The PH₂ radical has one unpaired electron, and its magnetic coupling to the phosphorus and hydrogen nuclei splits the EPR signal. In the table, A iso is the part of this coupling that survives averaging over all orientations. The isotropic g shift moves the whole signal and is counted in millionths of g from the free-electron value. ⟨S²⟩ measures the spin purity of the solution and would be 0.75 for a pure doublet. All six rows describe the same electronic state at the same geometry, so the differences between them come from the level of theory alone.

PH₂ radical (doublet, gas phase) at the PBE0-D3(BJ)/def2-SVP geometry, computed with PySCF 2.14.0: unrestricted, non-relativistic with mean-field spin–orbit coupling, density fitting, GIAOs, IGLO-III on P and pcH-1 on H. A iso is the isotropic hyperfine coupling of ³¹P (atom 1) or ¹H (atom 2, mean of both H); the g shift is from the free-electron value.

```
functional  exact exchange, long range (%)  A iso P1 (MHz)  A iso H2 (MHz)  isotropic g shift (ppm)  <S^2>
       PBE                               0            82.1           -44.3                     6150  0.755
     B3LYP                              20           157.4           -39.7                     6230  0.755
 BHandHLYP                              50           224.5           -41.5                     5970  0.757
 CAM-B3LYP                              65           114.8           -38.3                     6540  0.755
        HF                             100           367.2           -69.4                     4750  0.768
      PBE0                              25           135.5           -46.5                     5950  0.757
```

### 1. Does the larger phosphorus coupling mean more spin density in s orbitals there?

No. A coupling in MHz is the spin density at the nucleus times a factor set by the magnetic moment of that nucleus. A valence s electron is also far denser at a phosphorus nucleus than at a proton, so each element needs its own yardstick. A full unpaired s electron would give roughly 13 000 MHz on phosphorus (3s) and 1400 MHz on hydrogen (1s), both rough recalled values. Measured against these, the net phosphorus coupling is about 0.6 to 3% of that of a full s electron. The hydrogen coupling is, in size, about 3 to 5%, so by this measure hydrogen is ahead in every row. The measure sees only the net effect at the nucleus, where parts of opposite sign can cancel.

The nuclear factor also tells what deuterium would do. Its coupling is about 0.15 times that of a proton for the same spin density, again a rough recalled ratio. The B3LYP value would shrink from about −40 to −6 MHz although the electrons had not changed at all.

### 2. Why is there any isotropic coupling, and why is it negative on hydrogen?

The unpaired electron occupies a phosphorus 3p orbital that stands upright on the molecular plane. All three nuclei lie in that plane, where the orbital is zero, so this electron by itself puts no spin density on any of them. Apart from a spin–orbit term of a few MHz on phosphorus, the isotropic coupling has to come from the paired electrons, whose two spins are no longer distributed in quite the same way. This is called spin polarisation.

Its direction on hydrogen follows from exchange. Electrons with the same spin as the unpaired one avoid it more effectively and so repel it less. In each P–H bond, the electron of that spin is therefore drawn slightly towards phosphorus, and its partner of opposite spin is left in excess at hydrogen. That gives the negative sign found in all rows.

On phosphorus the same attraction favours a positive coupling through the valence s electrons. The inner shells are polarised too, and standard theory expects their contributions to oppose the valence part to some extent. In this picture the computed coupling is a positive remainder, and a remainder of this kind reacts strongly to small changes in its parts.

### 3. Does the unpaired electron itself change from one functional to the next?

Very little. The coupling also has an orientation-dependent, or dipolar, part, which reflects mainly the shape and population of the 3p orbital. Its largest component on phosphorus varies by only 5% of its mean over the six rows, whereas the isotropic coupling grows by a factor of 4.5 from the smallest value to the largest. The functionals thus agree on where the unpaired electron is and disagree on the net effect that its disturbance of the paired ones has at the phosphorus nucleus.

### 4. What happens when exact exchange is increased?

The polarisation grows. Exact exchange usually makes the two spins feel more different potentials than a density functional does, and the paired electrons respond by separating further. The cleanest comparison is PBE with PBE0, because PBE0 merely replaces a quarter of the PBE exchange by exact exchange. The hydrogen coupling becomes more negative by about 5%, as expected from stronger polarisation. The phosphorus coupling rises by about 65%, far more than a uniform strengthening would give. That fits a remainder whose opposing parts do not grow in step.

This pair gives a simple rule that can be tried on another one. From PBE to PBE0 the phosphorus coupling rises by (135.5 − 82.1)/25, or about 2.1 MHz for each per cent of exact exchange. BHandHLYP has 30 percentage points more than B3LYP, so the rule predicts a rise of about 64 MHz.

Added to the B3LYP value, this gives about 221 MHz. The calculation gives 224.5 MHz, and that row played no part in setting the slope. The two functionals also differ somewhat in their density-functional parts, so the agreement supports the role of exact exchange but does not isolate it. The printed output that follows the text applies the same rule to the other quantities.

### 5. Why does CAM-B3LYP, with 65% exact exchange, not lie between BHandHLYP and HF?

The 65% applies only to electrons far apart. At short distance CAM-B3LYP has 19%, almost the same as B3LYP. Had the long-range share held everywhere, the rule would put the phosphorus coupling near 254 MHz; with the short-range share it gives 155 MHz. The second estimate is much closer to the computed 115 MHz but is still clearly too high.

The remaining gap shows that the amount of exact exchange is not the only thing that counts. B3LYP and the PBE pair make the same point, since B3LYP lies 33 MHz above the PBE–PBE0 line at equal exact exchange. By the rule, that offset is worth about 15 percentage points of exact exchange. The density-functional part therefore matters as well, and its altered form at short range may be what lowers the CAM-B3LYP value, though this is a guess.

HF departs in the other direction. Extending the PBE–PBE0 line to 100% gives 296 MHz, against 367 MHz computed. HF has no electron correlation, and unrestricted HF is known to exaggerate spin polarisation. A curved dependence on exact exchange could also contribute, and these rows do not separate the two.

### 6. Does a larger orbital gap give a smaller g shift?

The usual picture suggests so. A magnetic field along the line joining the two hydrogens mixes the in-plane lone pair of phosphorus with the half-empty 3p orbital. Spin–orbit coupling turns the resulting orbital motion into a positive g shift, which should be smaller when the two levels are further apart. If the orbital gap alone set this distance, the shift would fall in inverse proportion to it.

The calculation contradicts that rule. From PBE to HF the gap for the minority-spin electrons grows fourfold, yet the spin–orbit contribution along this direction falls by only 17%. CAM-B3LYP even has both a larger gap and a larger g shift than BHandHLYP.

The flaw lies in reading an orbital gap as an excitation energy. Exact exchange pushes occupied and empty levels apart, but it also enters the response of the orbitals to the magnetic field. Theory expects this second effect to cancel much of the first when an electron moves between orbitals on the same atom. The picture of lone pair and 3p orbital remains useful for the direction and sign of the shift. Its size, however, cannot be judged by comparing gaps from different functionals. Between similar molecules treated with one functional, the gap can still be a helpful guide.

### 7. Which digits can be trusted?

The five density functionals give a first measure. Their phosphorus couplings spread over a range as large as their mean, so only the positive sign and the rough size, around a hundred or two hundred MHz, are common to them. The hydrogen couplings spread by about 20% of their mean size, which supports “about −40 MHz”. The g shifts spread by about 10%, which supports “about 6000 ppm”.

These ranges measure agreement, not accuracy. All rows share one rigid geometry and one basis, and all leave out scalar relativity and vibrational averaging. An error from any of these could move them together. Nor does a good ⟨S²⟩ vouch for a coupling: PBE, B3LYP and CAM-B3LYP all show 0.755, while their phosphorus couplings run from 82 to 157 MHz. Spin purity is a property of the whole wavefunction and is hardly touched by the small imbalance at one nucleus.

For comparison with a spectrum, quantities that depend little on the functional are the safer first choice, though steadiness alone does not prove them right. In a frozen sample, the dipolar phosphorus coupling is such a quantity. In a freely tumbling radical it averages out, and the hydrogen coupling and the g shift deserve more weight than the isotropic phosphorus coupling.

If that last number matters, the difference between two functionals is not a safe error bar. PBE0 and CAM-B3LYP lie only 21 MHz apart, yet BHandHLYP lies far above both. For a molecule this small, a coupled-cluster calculation with a basis made for hyperfine couplings is a better check.

Numerical output:

```
Transfer of the PBE to PBE0 slope (PBE, PBE0 and B3LYP match by construction):
        row  P predicted MHz  P miss MHz  H miss MHz  g miss ppm
        PBE             82.1           0           0           0
      B3LYP            157.4           0           0           0
  BHandHLYP            221.5       -3.02       -0.84          20
  CAM-B3LYP            155.3       40.46      -1.312        -302
         HF            295.7       -71.5        16.3         600
       PBE0            135.5           0           0           0
Spin at the nuclei:
        row  P percent of full s  H percent of full s  H MHz per spin  D coupling MHz
        PBE               0.6315               -3.164            1035          -6.645
      B3LYP                1.211               -2.836            1123          -5.955
  BHandHLYP                1.727               -2.964            1158          -6.225
  CAM-B3LYP               0.8831               -2.736            1148          -5.745
         HF                2.825               -4.957            1154          -10.41
       PBE0                1.042               -3.321            1062          -6.975
Gap rule for g along the H...H axis:
        row  beta gap eV  computed part ppm  inverse gap rule ppm
        PBE         3.12              13688                 13688
      B3LYP        4.814              14276                  8872
  BHandHLYP        7.536              13996                  5668
  CAM-B3LYP        7.849              15129                  5442
         HF        12.47              11397                  3426
       PBE0         5.42              13500                  7880
P coupling per percent exact exchange from PBE to PBE0 (MHz): 2.136
P coupling per percent exact exchange from B3LYP to BHandHLYP (MHz): 2.237
g shift per percent exact exchange from PBE to PBE0 (ppm): -8
g shift per percent exact exchange from B3LYP to BHandHLYP (ppm): -8.667
CAM-B3LYP P coupling if 65 percent held at all distances (MHz): 253.5
B3LYP P coupling above the PBE line at equal exact exchange (MHz): 32.58
Spread of P coupling without HF (MHz): 142.4
Spread of H coupling without HF (MHz): 8.2
Spread of g shift without HF (ppm): 590
Spread of P coupling without HF (percent of mean): 99.68
Spread of H coupling without HF (percent of mean size): 19.5
Spread of g shift without HF (percent of mean): 9.565
Largest over smallest P coupling in all rows (ratio): 4.473
Spread of largest P dipolar part in all rows (percent of mean): 5.114
HF over PBE beta gap (ratio): 3.995
HF below PBE in the g part along H...H (percent): 16.73
```
